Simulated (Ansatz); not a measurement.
Ionic part of the dielectric constant of ScAl3N4, mode by mode

These are results of Ansatz 0.2.0, DFT PBEsol, scalar-relativistic, plane waves, PAW, not measurements. Cutoff 420 eV, 6×6×6 k-points (Γ-centred), fixed occupations. No spin polarisation. Phonons by linear response, acoustic sum rule imposed.

Symmetry: P-43m, No. 215, cubic system. Conventional cell: a = 4.498 Å, b = 4.498 Å, c = 4.498 Å, α = 90.00°, β = 90.00°, γ = 90.00°. Sc (site symmetry -43m) is surrounded by 4 N at 2.05 Å. Al (site symmetry -42m) has 4 N at 1.92 Å as nearest neighbours. N (site symmetry 3m) has 3 Al at 1.92 Å and 1 Sc at 2.05 Å as nearest neighbours.

The cell was built by swapping an element in a database structure (itself possibly hypothetical) and relaxing; it need not be the stable form of this composition.

The primitive cell has V = 91.01 Å³ and ε∞,zz = 5.419. Each polar mode adds Δε = (4.92064×10⁷/V)·S/ν² along z, with S its oscillator strength in e²/amu, ν in cm⁻¹ and V in Å³.

Task: From these modes, find each Δε and ε0,zz.
```tsv
ν (cm⁻¹)	S_zz (e²/amu)
267.2	0.00559
508.8	0.00835
599.0	3.024
605.4	0.001
```

Result:
| ν (cm⁻¹) | Δε |
| --- | --- |
| 267.2 | 0.04 |
| 508.8 | 0.02 |
| 599.0 | 4.56 |
| 605.4 | 0.00 |

The sum is 4.618, so ε0,zz = 10.04; the run's tensor has 10.04.

Cost: 1 run of about 3.8 core-minutes, on Intel Xeon Platinum 8259CL (Skylake/Cascade Lake) (shared hosts).

Almost the entire ionic response comes from the mode at 599.0 cm⁻¹. The structure is an ordered derivative of zinc blende, and this mode probably descends from the parent's polar optical vibration, in which the cations move together against nitrogen. The other three would then be folded zone-boundary modes, whose dipoles nearly cancel and survive only because Sc and Al differ in mass, size and bonding.

The large contribution reflects strong dynamical charges in polar metal–nitrogen bonds, not a soft lattice: the dominant mode is stiff, and the lowest polar mode carries hardly any strength. The inverse-square frequency weighting still shows, since the mode at 267.2 cm⁻¹ adds more than the one at 508.8 cm⁻¹ despite its smaller oscillator strength. The division of strength between the close pair at 599.0 and 605.4 cm⁻¹ may be sensitive to small changes in mode mixing, but their combined contribution should be much less so. Cubic symmetry makes the static constant isotropic, but it can't be carried over to wurtzite Sc–Al nitride alloys.
